Reading a three-electron meeting point off wave-function data: lithium ²S

Explicitly correlated methods build the shape of the wave function near electron collisions into the basis. Here that shape is recovered from sampled values. Atomic units are used (1 bohr = 0.0529 nm), with the nonrelativistic Hamiltonian and a fixed nucleus.

1. Coordinates and data

ψ is the spatial amplitude with electrons 1 and 2 spin up and electron 3 spin down. Bold type is replaced by an arrow: r⃗ij = r⃗i − r⃗j, and rij is its length. The centroid R⃗ is held 2 bohr from the nucleus. The Jacobi vectors are ξ = (r⃗1 − r⃗2)/√2 and η = (r⃗1 + r⃗2 − 2r⃗3)/√6, with ρ² = ξ² + η². The kinetic energy is −½Δ − (1/6)∇R², where Δ = ∇ξ² + ∇η².

Two right triangles are shrunk about R⃗. Each has hypotenuse r12 = d, the right angle at electron 3, and R̂ in its plane with R̂ ⊥ η and R̂·r⃗12 > 0.
Shape A: r13 = r23 = d/√2, so R̂·r⃗12 = d.
Shape B+: r13 = 0.96d, r23 = 0.28d, so R̂·r⃗12 = 2(0.96)(0.28)d = 0.5376d.
B− is B+ inverted through the centroid. Inverting A amounts to swapping 1 and 2 and rotating about R̂, which only flips the sign of ψ.

The values below are made for the exercise, on an arbitrary common scale, in units of 10⁻³, rounded so that δ = 5×10⁻⁸. O and G are the parts of B odd and even under inversion, O = (B+ − B−)/2 and G = (B+ + B−)/2.

d      A         B+        B−         O          G
0.02   26.0502   14.0199   −13.9453   13.98260   0.03730
0.04   53.0227   28.5642   −28.2618   28.41300   0.15120
0.08   109.8731  59.2893   −58.0424   58.66585   0.62345
0.16   236.2441  127.7811  −122.4383  125.10970  2.67140

2. The Pauli order

The local exponent log₂[ψ(2d)/ψ(d)] of A is 1.025 for the first pair and 1.051 for the second. The excess doubles with d, so the limit is 2(1.025) − 1.051 = 0.999, and the leading degree is K = 1. For G the first pair gives 2.02, so G starts at degree 2.

Symmetry explains this. The leading term obeys ΔP = 0 and is a harmonic polynomial. The cyclic permutation of the electrons rotates the pair (ξ, η) by 120°, and the swap 1↔2 sends ξ → −ξ. Degree 0 is totally symmetric, which three spin-½ fermions cannot have. Degree 1 spans the two-dimensional representation E of the permutation group S3, which belongs to the doublet. Its member odd in 1↔2 is a⃗·r⃗12, and an S state offers only a⃗ = aR̂. The quartet needs total antisymmetry, first met at degree 2 in ξ×η = (r⃗1×r⃗2 + r⃗2×r⃗3 + r⃗3×r⃗1)/√3. In an S state R̂·(ξ×η) is a pseudoscalar, open only to odd parity, and an even-parity ⁴S state starts at degree 3. K = 1 thus identifies the doublet.

3. Amplitude and cusp constants

For each pair, split a⃗·r⃗12 into a part odd in r⃗ij (triplet) and a part even in it (singlet), and multiply them by γt·rij and γs·rij, with both constants unknown:

F2 = γt r12 a⃗·r⃗12 + r13[γs a⃗·r⃗12 − ½(γs − γt) a⃗·r⃗13] + r23[γs a⃗·r⃗12 + ½(γs − γt) a⃗·r⃗23].

On both shapes a⃗·r⃗13 = −a⃗·r⃗23 = ½ a⃗·r⃗12. With σ = (r13 + r23)/d the odd part divided by d is f = f0(1 + s d + q d² + ...), with

s = γt(1 + σ/4) + ¾σγs,  σA = √2, σB = 1.24.

Three points d = h, 2h, 4h fix a parabola: f0 = (8f1 − 6f2 + f3)/3 and s f0 = (−2f1 + 2.5f2 − 0.5f3)/h.

            f0 (h=0.02)   s (h=0.02)   s (h=0.04)
A           1.2800        0.86685      0.86191
O of B      0.6881        0.79133      0.78793

The amplitude ratio 0.6881/1.2800 = 0.5376 matches the geometric factor, which confirms the form aR̂·r⃗12 with a = 1.2800. A neglected term t d³ in f/f0 shifts s by −14h²t, four times as much at the larger step. One third of the difference between the columns removes it: sA = 0.8685 and sB = 0.7925 bohr⁻¹. The two linear equations give

γt = (σA sB − σB sA)/(σA − σB) = 0.252
γs = [(4 + σB)sA − (4 + σA)sB]/[3(σA − σB)] = 0.498.

The Schrödinger equation fixes these constants. At degree 0 it reads ΔF2 = 2V a⃗·r⃗12 with V = 1/r12 + 1/r13 + 1/r23, since the energy, the nuclear potential and ∇R² enter one degree higher. For a pair at distance r, Δ acts as 2∇r². It gives Δ(r g) = 4g/r if g is linear and independent of r⃗, and Δ(r a⃗·r⃗) = 8 a⃗·r⃗/r. Hence γs = 2/4 = 1/2 (Kato, 1957) and γt = 2/8 = 1/4 (Pack and Byers Brown, 1966), and F2 then solves the equation exactly. The predicted slopes are 0.8687 and 0.7925. A plain product a⃗·r⃗12[1 + r12/4 + (r13 + r23)/2] would give 0.9571 on A, which the data exclude.

4. The logarithm at degree 2

Fit g = G/d² = b + e d + L ln d. The four values are 0.093250, 0.094500, 0.097414 and 0.104352. Both b and e drop out of

L = (3g2 − 2g1 − g3)/ln 2,

which gives −0.0006 for h = 0.02 and −0.0016 for h = 0.04. A true logarithm would return one L at both steps, whereas a neglected term w d² in g adds −6wh²/ln 2. Removing that by (4L₁ − L₂)/3, with L₁ from the smaller step, leaves L = −0.0003. Setting L = 0, the parabola formula gives b = 0.0921.

Theory gives L = 0. For a harmonic polynomial P of degree K in six dimensions, Δ(P ln ρ) = (2K + 4)P/ρ², while Δ annihilates P itself. A term P ln ρ of degree 2 is therefore needed exactly when the degree-0 source overlaps P/ρ² on the sphere ρ = 1. Two sources are conceivable.

(a) A nonzero value ψ0 at ρ = 0, possible for three identical particles without the Pauli restriction, gives the first-order term ψ0(r12 + r13 + r23)/2 and the source ψ0 V(r12 + r13 + r23) plus a constant. It is invariant under rotations and under S3. The scalar harmonics of degree 2 are ξ² − η² and 2ξ·η, the real and imaginary parts of (ξ + iη)². The cyclic permutation rotates them by 240°, so they form E, their three images sum to zero, and the overlap vanishes. For two electrons at a nucleus the source is symmetric only under the swap of the electrons, the scalar harmonic r⃗1·r⃗2 shares that symmetry, and Fock's ρ² ln ρ term (1954) appears.

(b) For the doublet ψ0 = 0, and the source is 2V a⃗·r⃗12. It is odd under inversion of (ξ, η), and every degree-2 harmonic is even.

The statement stops at degree 2. At degree 3 the harmonic (a⃗·ξ)(3η² − ξ²) − 4(a⃗·η)(ξ·η) has the same symmetry as a⃗·ξ, so symmetry allows ρ³ ln ρ in the doublet. This harmonic vanishes when ξ² = 3η² and a⃗ ⊥ η, which holds on both right triangles. That is why q d² needed no logarithmic partner.

5. Uniqueness and propagation of data errors

K is an integer and is fixed robustly. One shape fixes only one combination of γt and γs, and two shapes separate them only if σA ≠ σB. The free degree-2 polynomial is a mixture of ξ·η and (R̂·ξ)(R̂·η). The second vanishes on A and B, so b measures the first alone and the other coefficient stays undetermined. If L were nonzero, b would also depend on the length unit inside ln d.

Worst-case rounding in the corrected slope is 4.78δ/(h² f0) with h = 0.02, which is 0.00047 for A and 0.00087 for B. The small difference σA − σB = 0.174 amplifies these, with weights 7.12 and 8.12 for γt and 10.03 and 10.36 for γs:

γt = 0.252 ± 0.010,  γs = 0.498 ± 0.014 (bohr⁻¹).

The two shifts have opposite signs, and both intervals contain the exact constants. For the logarithm the bound is 3.98δ/(h² ln 2), so L = −0.0003 ± 0.0007, at most about 1 per cent of b = 0.0921 ± 0.0004. Rounding grows as h⁻² and truncation as h², so halving h would worsen these bounds fourfold. The step corrections, 0.0016 and 0.0011 in s, exceed the rounding bounds and assume pure powers. A logarithm on those higher terms would leave part of the bias in place. The numbers a and b are the model's, not lithium's.

6. Transfer to semiconductors

Envelope functions of three electrons in one isotropic valley obey the same equations in units of a* = (ε/m*) bohr, with a⃗ set by the confinement. Typical GaAs inputs, ε ≈ 12.9 and m* ≈ 0.067, give a* = 10.2 nm and a model slope on shape A of 0.085 nm⁻¹. The step 0.02a* is then 0.20 nm, below the lattice constant of about 0.57 nm, where the envelope picture fails, so only larger triangles are meaningful. In silicon the valley index supplies extra labels and permits ψ0 ≠ 0. The anisotropic mass removes rotational invariance, however, and the traceless tensor built from ξξ + ηη is symmetric under S3, so argument (a) no longer excludes the logarithm.